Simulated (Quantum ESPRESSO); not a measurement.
# Magnetic order energy and cobalt moment of rocksalt CoO in PBE with five pseudopotential libraries

All five members are the same compound, CoO, in which each cobalt(II) ion has seven d electrons and sits in an octahedron of oxygen; only the pseudopotentials and their cutoff change. I am asking how far that choice moves the energy between two magnetic orders and the cobalt moment, and what it costs. CoO is an antiferromagnet used to pin the magnetisation of a neighbouring ferromagnetic film, and the strength of its magnetic coupling helps to set the temperature up to which such pinning works. The order energy is that of the opposed order less that of the parallel order, per cobalt atom, in PBE without a Hubbard U. A negative value means that the opposed order is favoured.

## Set-up

One system, CoO (rocksalt, Fm-3m), 2 atom(s) a primitive cell, from measured cells of the Crystallography Open Database, atoms fixed. Quantum ESPRESSO 7.5, plane waves with GBRV 1.5 PBE or PseudoDojo 0.4.1 SR PBE standard or SG15 PBE 1.2 or SPMS 1.0 PBE or SSSP 1.3 efficiency PBE pseudopotentials, cutoff 544 to 1306 eV, Fermi-Dirac smearing of 0.05 eV, k meshes whose coarsest spacing along a reciprocal vector is 0.32 1/Å over all runs (2π included). Functional: PBE. No Hubbard U. Collinear spins, no spin-orbit coupling. At each rung a parallel and one opposed order (signs +-, cell doubled at q = (0,0,1/2)) are run; settings that are not listed as columns stay the same. Costs are from shared machines (Granite Rapids). Runs that did not converge or carry a known fault are not listed.

Notes on method and selection:

- No rung is shown to be converged.
- Energies are free energies at the smearing width.
- Site moments count the spin inside each program's own atomic sphere, so they depend somewhat on its radius and leave out the spin between the spheres.
- Without a U, semilocal functionals describe oxides and halides of Mn to Cu poorly: moments come out small and couplings too strong.
- Quantum ESPRESSO sets the radius of an element's spheres to about 0.41 of its shortest distance to a neighbour.
- Runs that did not converge, have known faults or may not be shown are not listed, and runs on Ansatz's PAW sets soft_1 and soft_2 are kept to separate tables.

Columns:

- cutoff (eV): plane-wave cutoff.
- potentials: pseudopotential library.
- order energy (meV): energy of the opposed order less that of the parallel order, per magnetic atom (positive: parallel is favoured).
- moment (μB): largest site spin moment of the parallel order.
- cost (core-s): processor time of the two runs together.

## Numbers

| member | cutoff (eV) | potentials | order energy (meV) | moment (μB) | cost (core-s) |
| --- | --- | --- | --- | --- | --- |
| SG15 PBE 1.2 | 952 | SG15 PBE 1.2 | −128.55 | 2.5220 | 92 |
| GBRV 1.5 PBE | 544 | GBRV 1.5 PBE | −129.61 | 2.5427 | 50 |
| PseudoDojo 0.4.1 SR PBE standard | 1306 | PseudoDojo 0.4.1 SR PBE standard | −127.90 | 2.5307 | 120 |
| SSSP 1.3 efficiency PBE | 748 | SSSP 1.3 efficiency PBE | −133.14 | 2.5410 | 99 |
| SPMS 1.0 PBE | 952 | SPMS 1.0 PBE | ? | ? | 83 |

Cells marked ? are withheld until the estimate has been made.

## Mechanism

The four libraries shown all favour the opposed order, by 127.90 meV (PseudoDojo) to 133.14 meV (SSSP). The spread is 133.14 − 127.90 = 5.24 meV, or 5.24 / 129.80 = 0.040 of the mean. The moment varies less, from 2.5220 to 2.5427 μB, which is 0.0207 / 2.5220 = 0.008 of its size.

The sign is the one expected from superexchange. In this opposed order every cobalt faces antiparallel cobalt neighbours across the oxygen atoms, along straight Co–O–Co lines. The half-filled $e_g$ orbitals point at the oxygen and gain energy by virtual hopping when the spins are opposed. The gain grows as $t^2/\Delta$, with $t$ the effective hopping and $\Delta$ the cost of moving an electron. Without a U, $\Delta$ is too small and the coupling too strong, an error that all the libraries share and that is probably much larger than their spread. PBE also leaves the minority-spin $t_{2g}$ bands partly filled, so CoO comes out as a metal instead of an insulator, and superexchange is here a guide to the sign, not a full account of the energy. The cobalt moment is also smaller in the opposed order, so the energy is not purely that of turning rigid spins.

A high-spin d⁷ ion has a spin moment of 3 μB. The site values fall below this because covalency puts part of the spin on oxygen, and some lies between the spheres. The sphere radius follows from the fixed geometry and is the same for every library, so it does not cause the differences in moment.

SSSP stands apart in energy, 133.14 − 129.61 = 3.53 meV beyond GBRV, though their moments differ by only 0.0017 μB. A different description of oxygen is a possible cause, but the cutoff changes as well.

GBRV at 544 eV takes 50 core-s and PseudoDojo at 1306 eV takes 120, a ratio of 2.4, while their order energies differ by 1.71 meV. As no rung is shown to be converged, the dearer run is not thereby the more accurate one.

## Predicting the missing value

Plain estimates from the members shown:

- SPMS 1.0 PBE, mean of the 4 members shown: −129.80 meV, standard deviation 2.0

SPMS is a norm-conserving library, like SG15 and PseudoDojo, so my first thought was to estimate it from those two. Their mean is (−128.55 − 127.90) / 2 = −128.2 meV, and they differ by only 0.65 meV. GBRV and SSSP, which rest on ultrasoft or projector-augmented potentials, differ by 3.53 meV. Predicting each member from its partner in kind therefore gives a root-mean-square miss of √((0.65² + 3.53²) / 2) = 2.5 meV.

The plain mean has to pass the same test. Predicting each member from the mean of the other three gives misses of roughly 1.7 meV for SG15, 0.3 for GBRV, 2.5 for PseudoDojo and 4.5 for SSSP, with a root mean square of 2.7 meV. Sorting by kind is thus hardly better than the mean, and I keep the mean of all four, −129.8 meV.

I apply no shift for the cutoff. SPMS runs at 952 eV, as SG15 does, but equal cutoffs do not mean equal convergence when the potentials differ in hardness. The physics fixes the sign and the rough size, since the structure, functional and pair of orders are unchanged, but it gives no direction for a correction of a few meV. For the error I take the 2.7 meV of the leave-one-out test, most of which comes from SSSP.

**Committed estimate, SPMS 1.0 PBE: order energy = −129.8 ± 2.7 meV.**

## Result

| member | cutoff (eV) | potentials | order energy (meV) | moment (μB) | cost (core-s) |
| --- | --- | --- | --- | --- | --- |
| SPMS 1.0 PBE | 952 | SPMS 1.0 PBE | −133.03 | 2.4996 | 83 |

| member | estimate | order energy (meV) | computed | estimate − computed | miss in error bars |
| --- | --- | --- | --- | --- | --- |
| SPMS 1.0 PBE | committed | −129.80 | −133.03 | +3.23 | 1.2 |
| SPMS 1.0 PBE | mean | −129.80 | −133.03 | +3.23 |  |

My estimate of −129.8 meV missed the computed −133.03 meV by 3.23 meV, which is 1.2 error bars and so outside the bar. It was the plain mean, so it did neither better nor worse than that. The bar had a weaker basis than I gave it. SSSP takes its cobalt potential from GBRV, so the four libraries behind the estimate held only three cobalt potentials, and neither the leave-one-out test nor the pairing by kind used independent members. The set-up is also wrong to say that all settings without a column stay the same: the cutoff for the electron density changes between libraries as well.

Declining to sort the libraries by kind paid off in this one case. The mean of SG15 and PseudoDojo, the other two norm-conserving sets, would have missed by 133.03 − 128.2 = 4.8 meV. Their close agreement with each other said little about a third set of the same kind. What failed was my picture of SSSP as the one library standing apart, since SPMS comes within 0.11 meV of it.

The opposed order is favoured once more, as superexchange suggests, but the result does not tell me what moves the energy by a few meV. Between GBRV and SSSP it cannot be the cobalt potential, which they share. That leaves the oxygen potential and the cutoffs for the waves and the density, which these runs do not separate. With the same cobalt potential, the close match of their moments is no independent confirmation either. SPMS and SSSP agree in order energy while their moments differ by 2.5410 − 2.4996 = 0.0414 μB, nearly the full range of the table. A simple link in which more covalency lowers the moment and strengthens the coupling therefore does not order these libraries.

## Members off the line

No order energy stands out: the five have a mean of (−128.55 − 129.61 − 127.90 − 133.14 − 133.03) / 5 = −130.45 meV and a standard deviation of about 2.2 meV, and the farthest, SSSP, lies only 133.14 − 130.45 = 2.69 meV below the mean. In the moment SPMS is lowest, 2.5220 − 2.4996 = 0.0224 μB under the next member, SG15. A different shape of the pseudised d density, or a different treatment of the core charge in the exchange energy, could cause a shift of this size.

## Price of accuracy

The five members together take 92 + 50 + 120 + 99 + 83 = 444 core-s, or 444 / 60 = 7.4 core-minutes. For so small a cell, repeating the calculation with several libraries is a cheap way to see how far they scatter, provided one checks for each element that the potentials really differ.

A higher cutoff does not buy a steady approach to one answer across libraries. SG15 and SPMS both run at 952 eV and at similar cost, yet they differ by 133.03 − 128.55 = 4.48 meV. Whether that gap would shrink at higher cutoff could be learned by raising the cutoff within each library.

## What to take away

For CoO at this fixed geometry in PBE, the five libraries, which hold four different cobalt potentials, agree on the sign of the order energy and lie within 5.24 meV of one another. That spread mixes the effect of the potentials with that of the two cutoffs. Predicting each from the mean of the other four misses by 2.8 meV root mean square. This describes the scatter of these five rows and is not a tested error bar for a further library, since GBRV and SSSP are not independent.

With unit spins and $E=-\sum_{\text{pairs}}J_{ij}\,\mathbf e_i\cdot\mathbf e_j$, the order energy is $6(J_1+J_2)$, where $J_1$ and $J_2$ couple first and second cobalt neighbours. The mean gives $J_1+J_2$ = −130.45 / 6 = −21.7 meV, an effective value because the moments change between the orders.

Two omissions outweigh the choice of library. A Hubbard U would weaken the antiferromagnetic coupling, making the order energy less negative by roughly tens of meV. Spin-orbit coupling would add an orbital moment parallel to the spin, roughly some tenths of a μB or more, against a spread of 2.5427 − 2.4996 = 0.0431 μB in the spin moment between the libraries.
